## Results and discussion

### Scales in the known rows

In sodium-like ions from Cl6+ to Sm51+ the 3s level deepens from about 0.1 to 4.6 keV and the 2s level from 0.36 to 11 keV, while the 3s mean radius shrinks from 1.3 to 0.23 bohr. Eleven electrons take 6 to 9 units off the nuclear charge Z in these levels, and relativity adds up to 7 % to the binding of a bare 2s level. The eigenvalues ε come from scalar-relativistic LDA. All ions share one configuration.

Sodium-like ions, [Ne] 3s¹ with the 3s electron spin-up, computed with Quantum ESPRESSO ld1.x 7.5 as all-electron, scalar-relativistic Kohn-Sham ions with spherical densities and a point nucleus. The functional is spin-polarised LDA (Slater exchange, VWN5 correlation). "Up" marks the spin of a level, and bound levels have negative eigenvalues.

| species | Z | charge (e) | eigenvalue (2s up) (eV) | eigenvalue (3s up) (eV) | mean radius (2s up) (bohr) | mean radius (3s up) (bohr) | ε(3s up) − ε(2s up) (eV) |
| --- | --- | --- | --- | --- | --- | --- | --- |
| Cl6+ | 17 | 6 | -358.76 | -107.40 | 0.44224 | 1.2650 | 251.4 |
| Ca9+ | 20 | 9 | -605.41 | -202.38 | 0.36126 | 0.97479 | 403.0 |
| V12+ | 23 | 12 | -915.33 | -325.33 | 0.30502 | 0.79495 | 590.0 |
| Cu18+ | 29 | 18 | -1727.3 | -655.65 | 0.23197 | 0.58135 | 1072 |
| Ge21+ | 32 | 21 | -2231.1 | -863.53 | 0.20688 | 0.51230 | 1368 |
| Sr27+ | 38 | 27 | -3439.7 | -1366.5 | 0.16960 | 0.41329 | 2073 |
| Nb30+ | 41 | 30 | -4147.2 | -1662.5 | 0.15535 | 0.37649 | 2485 |
| Ru33+ | 44 | 33 | -4925.6 | -1988.8 | 0.14316 | 0.34546 | 2937 |
| Sn39+ | 50 | 39 | -6702.6 | -2735.0 | 0.12336 | 0.29588 | 3968 |
| I42+ | 53 | 42 | -7705.5 | -3156.3 | 0.11519 | 0.27573 | 4549 |
| Pr48+ | 59 | 48 | -9953.2 | -4099.5 | 0.10137 | 0.24205 | 5854 |
| Sm51+ | 62 | 51 | -11204 | -4623.4 | 0.095456 | 0.22780 | 6581 |
| Tb54+ | 65 | 54 | ? | ? | ? | ? | ? |
| Lu60+ | 71 | 60 | ? | ? | ? | ? | ? |
| W63+ | 74 | 63 | ? | ? | ? | ? | ? |

### Mechanism

With lengths measured in units of 1/Z, kinetic energy and nuclear attraction scale as Z² and electron repulsion as Z. At fixed electron count the repulsion is a perturbation in 1/Z on a one-electron ion. An s level has no spin-orbit term, so the point-nucleus Dirac level is the natural start:

ε_D = −mc²[1 − (1 + u)^(−1/2)], u = (Zα)²/(n − 1 + γ)², γ = √(1 − (Zα)²),

with α the fine-structure constant and n the principal quantum number. To lowest order the binding exceeds the Bohr value by the fraction 5(Zα)²/16 for 2s and (Zα)²/4 for 3s. At Sm, (62/137.036)² = 0.205 gives 6.4 % for 2s against 7.2 % from the full formula, so higher orders already count. The inner level gains more, and screening fades as 1/Z. Both effects raise ε(3s up) − ε(2s up) relative to the bare Bohr gap, and the ratio climbs in every known row, from 0.460 to 0.906.

Let σ_E be the screening for which a Dirac level of nuclear charge Z − σ_E has the computed eigenvalue. For the mean radius ⟨r⟩ let σ_r = Z − Z⟨r⟩_D/⟨r⟩, where ⟨r⟩_D is the Dirac radius at the full Z. In each row σ_E exceeds σ_r; for 2s of Sm they are 6.17 and 4.03. The likely reason, argued here and not computed, is electrostatic. Charge lying outside a given radius raises the potential there by a constant and exerts no force, so it lifts the level and leaves the shape nearly alone. A 2s electron overlaps seven other n = 2 electrons, part of whose charge is always outside, and its two screenings differ more than those of 3s.

σ_E falls steadily with Z, for 3s from 8.58 to 7.83. At high Z a likely cause, argued here and not tested, is that an s electron gains its relativistic binding close to the nucleus, where it sees almost the full Z, so a Dirac level for Z − σ with fixed σ gains too little. The rise of σ_r(2s) from 3.51 to 4.03 depends on its definition, which takes the relativistic contraction of the reference radius at the full Z. With the Dirac radius taken at the screened charge instead, Cl and Sm both give about 3.5. Relativity is built into the calculation, so agreement with Dirac scaling is a consistency check and cannot test it.

### Model and predictions

The remainder was fitted to the twelve known rows as

(ε − ε_D)/Z = a + b/Z + c/Z² + d(Zα)² + e(Zα)⁴,

with the same five terms for σ_r. The coefficients trade against each other and carry no separate meaning. Energies are reproduced within 0.02 eV. The 3s radii of Ca, V, Cu, Ge and Nb and the 2s radius of Sm misfit by more than one unit of their last digit, worst for Ca at 0.01 % of the radius.

For 3s of W, outside the fit, (Zα)² = (74/137.036)² = 0.2916, γ = 0.8417 and u = 0.2916/2.8417² = 0.03611, so ε_D = −8984 eV. The series gives 24.08 − 1.00 − 0.02 + 2.04 + 0.38 ≈ 25.49 eV, times 74 is 1886 eV, and ε ≈ −7098 eV.

Each bar is the largest of three quantities: three times the miss of a trial fit to Z ≤ 50 carried 3, 9 and 12 units ahead, the change on dropping e, and the rounding.

| | Tb | Lu | W |
|---|---|---|---|
| ε(2s) fit, eV | −12544 ± 2 | −15510 ± 7 | −17145 ± 10 |
| ε(3s) fit, eV | −5183.8 ± 0.9 | −6419 ± 3 | −7098 ± 5 |
| gap fit, eV | 7360 ± 1 | 9090 ± 4 | 10047 ± 6 |
| 2s radius fit, bohr | 0.09008 ± 0.00002 | 0.08064 ± 0.00005 | 0.07646 ± 0.00007 |
| 3s radius fit, bohr | 0.21494 ± 0.00005 | 0.19255 ± 0.00015 | 0.18274 ± 0.00024 |

Four qualitative forecasts go with these numbers. The trends stay smooth and monotonic, with no lanthanide feature, since no 4f electron is present. The gap over the Bohr gap keeps rising but stays below 1. A free quadratic in Z underbinds all three ions, worst for 2s of W. The misses of the model grow from Tb to W.

### Computed values

The withheld rows as computed:

| species | Z | charge (e) | eigenvalue (2s up) (eV) | eigenvalue (3s up) (eV) | mean radius (2s up) (bohr) | mean radius (3s up) (bohr) | ε(3s up) − ε(2s up) (eV) |
| --- | --- | --- | --- | --- | --- | --- | --- |
| Tb54+ | 65 | 54 | -12544 | -5183.7 | 0.090081 | 0.21493 | 7360 |
| Lu60+ | 71 | 60 | -15509 | -6418.9 | 0.080646 | 0.19253 | 9090 |
| W63+ | 74 | 63 | -17143 | -7096.8 | 0.076471 | 0.18271 | 10050 |

All values lie inside their bars, with no lanthanide feature, and the gap ratio reaches 0.971 at W. The model overbinds W by 1.6 eV in 2s and 0.7 eV in 3s, 0.01 % of each eigenvalue. For Lu the misses are 0.6 and 0.3 eV, the first only just above the 0.5 eV rounding of the printed eigenvalue. For Tb only the 3s miss of 0.07 eV exceeds the rounding, and barely. The 3s radii of Lu and W are 0.012 % and 0.014 % smaller than predicted, the 2s radii 0.005 % and 0.009 % larger, and Tb matches to about the last digit.

The misses grow towards W for levels and radii, as a truncated series in (Zα)² should. The printed gap does not show this order, since its misses of 0.44, 0.35 and 3 eV all lie within its four-figure rounding. For W the eigenvalues give 17143 − 7096.8 = 10046 eV, about 1 eV below the prediction.

The bars on levels and radii were too wide, by a factor of six or more, mostly because dropping e overstates the next term. For the 3s radii of Lu and W the trial fit set the bar. The trial fit alone would have been too narrow for 2s of W, 3 × 0.2 eV against a miss of 1.6 eV.

The quadratic underbinds as forecast, by 2.3 % of the 2s eigenvalue of W, although its Z² coefficient had already swollen to 1.16 times the Bohr value to absorb the steeper growth. A Dirac level with one constant σ underbinds all six withheld levels by 1.8 to 2.4 %. The printed output below lists the residuals of the five-term model for levels and radii, and for the two simpler models the largest error on the known rows and each withheld miss.

This accuracy concerns the calculation. LDA eigenvalues keep some self-interaction, which also enters σ_E, and they are neither ionisation nor X-ray energies. Finite nuclear size, Breit and QED terms are absent. For 2s of W they come together to some tens of eV, a rough, recalled size, and more than the miss of the model.

The analysis program printed:

```
ion Dirac/Bohr-1 % 2s 3s|sigE 2s 3s|sigR 2s 3s|gap/Bohr|calc-fit e2 e3 eV|r2 r3 in rounding units
Cl6+ 0.48 0.39|6.74 8.58|3.51 6.37|0.460|-0.00 -0.00|+1.4 +1.3
Ca9+ 0.67 0.54|6.68 8.44|3.52 6.23|0.533|+0.01 +0.01|-1.7 -19.5
V12+ 0.89 0.71|6.63 8.35|3.53 6.15|0.590|-0.01 -0.01|-0.6 +2.5
Cu18+ 1.43 1.14|6.56 8.23|3.56 6.07|0.675|+0.01 -0.01|+0.2 +5.5
Ge21+ 1.75 1.40|6.53 8.19|3.58 6.05|0.707|-0.00 -0.00|+1.4 +2.6
Sr27+ 2.51 2.00|6.47 8.12|3.63 6.04|0.760|+0.00 +0.02|+0.1 -1.2
Nb30+ 2.94 2.34|6.44 8.08|3.66 6.04|0.782|+0.00 -0.00|-0.5 -2.7
Ru33+ 3.41 2.71|6.40 8.05|3.70 6.06|0.803|-0.00 +0.02|-0.6 -0.6
Sn39+ 4.48 3.56|6.34 7.98|3.78 6.10|0.840|-0.01 -0.00|+0.0 +0.1
I42+ 5.08 4.03|6.30 7.94|3.84 6.13|0.857|+0.02 -0.02|+0.2 +0.9
Pr48+ 6.43 5.09|6.22 7.87|3.96 6.20|0.890|-0.02 -0.01|+0.4 +0.8
Sm51+ 7.19 5.69|6.17 7.83|4.03 6.24|0.906|+0.01 +0.02|-2.6 -0.7
coefficients a b c d e (eV for e, screening units for r); worst row; rounding range
e2 43.88 -112.2 -144.1 14.15 9.816 | Ca9+ -0.0019% | 5e-03..5e-01
e3 24.08 -73.7 -107.6 7.005 4.523 | Ca9+ -0.0067% | 5e-03..5e-02
r2 3.337 4.913 -43.77 2.179 4.334 | Ge21+ +0.0034% | 5e-07..5e-06
r3 5.861 -0.9638 160.1 0.9093 3.985 | Ca9+ -0.0100% | 5e-06..5e-05
2s quadratic, Z^2 coef/Bohr 1.160: max known err 34.1 eV, 8.05%; held model/calc-1 %: -0.69 -1.71 -2.33
2s Dirac, const sigma 6.63: max known err 191.1 eV, 2.22%; held model/calc-1 %: -1.80 -2.00 -2.11
3s quadratic, Z^2 coef/Bohr 1.117: max known err 11.2 eV, 8.75%; held model/calc-1 %: -0.55 -1.35 -1.84
3s Dirac, const sigma 8.40: max known err 101.1 eV, 4.16%; held model/calc-1 %: -2.24 -2.35 -2.42
held (eV or bohr): pred +- bar [backtest miss, 5-4 term change] calc, calc-pred, %, miss/bar
e2 Tb54+ -12544.2 +- 2 [+0.06, +2] -12544, +0.22, +0.002%, 0.11
e2 Lu60+ -15509.6 +- 6.7 [+0.097, +6.7] -15509, +0.59, +0.004%, 0.09
e2 W63+ -17144.6 +- 10 [+0.2, +10] -17143, +1.6, +0.009%, 0.15
e3 Tb54+ -5183.77 +- 0.9 [+0.034, +0.9] -5183.7, +0.074, +0.001%, 0.08
e3 Lu60+ -6419.24 +- 3.1 [+0.27, +3.1] -6418.9, +0.34, +0.005%, 0.11
e3 W63+ -7097.52 +- 4.8 [+0.51, +4.8] -7096.8, +0.72, +0.010%, 0.15
r2 Tb54+ 0.090081 +- 2e-05 [-2.1e-06, +2e-05] 0.090081, -2.2e-08, -0.000%, 0.00
r2 Lu60+ 0.0806418 +- 5e-05 [-1e-05, +5e-05] 0.080646, +4.2e-06, +0.005%, 0.08
r2 W63+ 0.0764642 +- 6.9e-05 [-2e-05, +6.9e-05] 0.076471, +6.8e-06, +0.009%, 0.10
r3 Tb54+ 0.214936 +- 4.5e-05 [-1e-05, +4.5e-05] 0.21493, -5.7e-06, -0.003%, 0.13
r3 Lu60+ 0.192553 +- 0.00015 [-4.9e-05, +0.00011] 0.19253, -2.3e-05, -0.012%, 0.16
r3 W63+ 0.182735 +- 0.00024 [-8e-05, +0.00016] 0.18271, -2.5e-05, -0.014%, 0.11
gap Tb54+ 7360.44 +- 1.1 [-0.23, -1.1] 7360, -0.44, -0.006%, 0.42
gap Lu60+ 9090.35 +- 3.6 [+0.47, -3.6] 9090, -0.35, -0.004%, 0.10
gap W63+ 10047 +- 5.6 [+0.71, -5.6] 10050, +3, +0.029%, 0.52
held Dirac/Bohr-1 % 2s,3s: 8.0,6.3 9.8,7.7 10.8,8.5
held gap/Bohr pred,calc: 0.922,0.922 0.954,0.954 0.971,0.971
```
